Near the bottom of an energy well, a distortion costs energy in proportion to its square. The natural measure of distortion here is $u=\ln x$, where $x$ is the axial ratio, because it treats shortening and lengthening alike. If the starting cell sat at the bottom of a symmetric well, lengthening the axis to $x=1.1$ would cost about 1.3 times as much as shortening it to 0.92. The density-functional energies below, for a simple hexagonal form of molybdenum and not its usual body-centred cubic one, give a factor of 4.1.

Simple hexagonal Mo (P6/mmm, a = 2.736 Å, c = 2.555 Å, not relaxed at this level), with c/a varied at a fixed 16.56 Å³ per atom. Ansatz 0.2.0, r2SCAN, scalar-relativistic plane-wave PAW, no spin polarisation, 500 eV cutoff, 24×24×20 k mesh, Gaussian smearing of 0.15 eV. Energies are free energies relative to the starting cell; pressure is positive in compression.

| axial ratio (over its starting value) | energy change (meV/atom) | pressure (GPa) |
| --- | --- | --- |
| 0.85 | 186.8 | 6.99 |
| 0.92 | 32.2 | 0.81 |
| 1.0 | 0.0 | 0.42 |
| 1.1 | 133.3 | 4.68 |
| 1.2 | 361.4 | 10.80 |

**Shortened axis, 0.85 and 0.92.** These two rows suggest a simple explanation: squeezing the crystal pushes its closest atoms together. The shortest contact runs along the axis, and it shrinks from 2.56 Å at the start to 2.29 Å at 0.85 while the energy climbs. On this view the energy change simply records how hard the nearest neighbours are pressed. The lengthened cells will put that to the test.

**The start, 1.0.** This is the lowest of the five energies, and its pressure of 0.42 GPa looks like that of a relaxed crystal. But the pressure is an average over directions, and here two opposite stresses nearly cancel. The crystal is under tension of 3.8 GPa along the axis and under compression of 2.6 GPa across it, so it would lower its energy by becoming shorter and wider. Symmetry does not prevent this, since a simple hexagonal lattice keeps its symmetry at any ratio of height to width.

The stresses also give the size of the effect. At fixed volume $V$, a small change $du$ stretches the axis by $\tfrac{2}{3}du$ and shrinks each transverse direction by $\tfrac{1}{3}du$. The work done gives

$$\frac{dE}{du}=-\tfrac{2}{3}V\,(P_\text{axial}-P_\text{transverse}),$$

where $E$ is the energy change per atom and each $P$ is a stress, positive in compression. At the start this slope is $g=0.44$ eV, whereas at the bottom of the well it would be zero.

The simplest well with such a slope is a displaced spring, $E=gu+\tfrac{1}{2}ku^2$. The change in slope between 0.92 and 1.0 gives its stiffness, $k=18.4$ eV. The minimum then lies at $u=-g/k$, an axial ratio of about 0.98, roughly 5 meV per atom below the start. This is an interpolation between two rows, and it finds the best shape along this path only; whether the crystal resists shear there is a separate matter.

**Lengthened axis, 1.1.** Here the contact explanation fails. The shortest contact is now 2.65 Å, longer than at the start, yet the energy has risen by 133 meV per atom. The atoms that were closest have moved apart and the crystal still pays, so the length of the shortest contact alone does not set the cost. Neighbours may still matter in a fuller count: the shortest contact now lies across the axis, where each atom has six neighbours that have moved in from 2.74 Å.

The displaced spring does much better. With $u=0.095$, the linear term contributes 42 meV and the quadratic term 84 meV, 126 meV in all. That is about 6 % below the computed energy of this row, which had no part in setting the spring. At 0.92 the linear term changes sign and is subtracted from the quadratic one, which is why a similar distortion costs so much less there.

**The far end, 1.2.** A third explanation remains: the start might be the true minimum of a well that is steeper on the long side. The two ideas differ in their limits. A skewed well looks symmetric close to its minimum and grows more lopsided further out. A displaced well is most lopsided close to the start, where the linear term dominates, and looks more even far away, where the quadratic term takes over.

The table follows the second pattern. Lengthening costs 4.1 times as much as shortening for the inner pair of rows, but only 1.9 times for the outer pair, 1.2 against 0.85. A skewed well fitted to all five energies has the ratio rising outwards instead, and its typical miss is 22 meV, against 8 meV for a displaced well with as many constants. The slope at the start is the more direct evidence: a well with its minimum there would have none, whatever its shape. The printed output below gives both fits and the spring row by row.

The real well is not a perfect spring, however. The one set by the two stresses comes out about 8 % too low at 0.85 and 7 % too high at 1.2; its largest relative miss, 15 %, is at 0.92, where the energy itself is small. The clearest departure is on the long side. Between 1.1 and 1.2 the slope rises only from 2.3 to 2.9 eV, while the spring would take it to 3.8 eV.

Between 1.1 and 1.2 the crystal is thus much less stiff than nearer the start, though the slope is still rising. If the slope later fell through zero, the path would cross a maximum, and a second well could lie beyond it. Five points ending at 1.2 leave that open; the sign of the stress difference at larger ratios would settle it.

The analysis program printed:

```
fit of energy_change on 5 rows: coefficient of u 354 +/- 39, coefficient of u**2 9131 +/- 243; rms 8.17, worst 1.1 -16.6, leave-one-out rms 25.8
fit of energy_change on 5 rows: coefficient of u**2 8947 +/- 662, coefficient of u**3 11784 +/- 3880; rms 21.6, worst 1.1 -41.8, leave-one-out rms 83.8
Stresses and contacts:
   row  axial less transverse stress GPa  energy slope eV per log ratio  stiffness since last row eV  energy step from stress meV  energy step in table meV  shortest contact A
  0.85                             45.23                         -3.117                          n/a                          n/a                       n/a               2.293
  0.92                             15.89                         -1.095                        25.55                       -166.7                    -154.6               2.417
   1.0                            -6.403                         0.4413                        18.43                       -27.27                     -32.2               2.555
   1.1                             -33.5                          2.309                         19.6                        131.1                     133.3                2.65
   1.2                            -42.35                          2.919                        7.006                        227.4                     228.1               2.575
Energies:
   row  spring from two stresses meV  its miss meV  its miss percent  miss of offset fit meV  miss of lopsided fit meV
  0.85                         171.7        -15.13            -8.097                  -3.156                    -1.071
  0.92                         27.27        -4.928             -15.3                   1.766                     23.17
   1.0                             0             0                 0                       0                         0
   1.1                         125.8         -7.53            -5.649                  -16.61                    -41.82
   1.2                         386.8         25.38             7.022                   6.678                     7.433
axial ratio at the minimum, from stresses: 0.9763
c/a at that minimum: 0.9118
depth of the minimum below the start, meV/atom: 5.283
cost at 1.1 over cost at 0.92, table: 4.14
the same, symmetric spring centred on the start: 1.307
the same, spring from two stresses: 4.612
the same, lopsided fit: 1.652
cost at 1.2 over cost at 0.85, table: 1.935
the same, symmetric spring centred on the start (outer pair): 1.259
the same, spring from two stresses (outer pair): 2.253
the same, lopsided fit (outer pair): 1.986
```
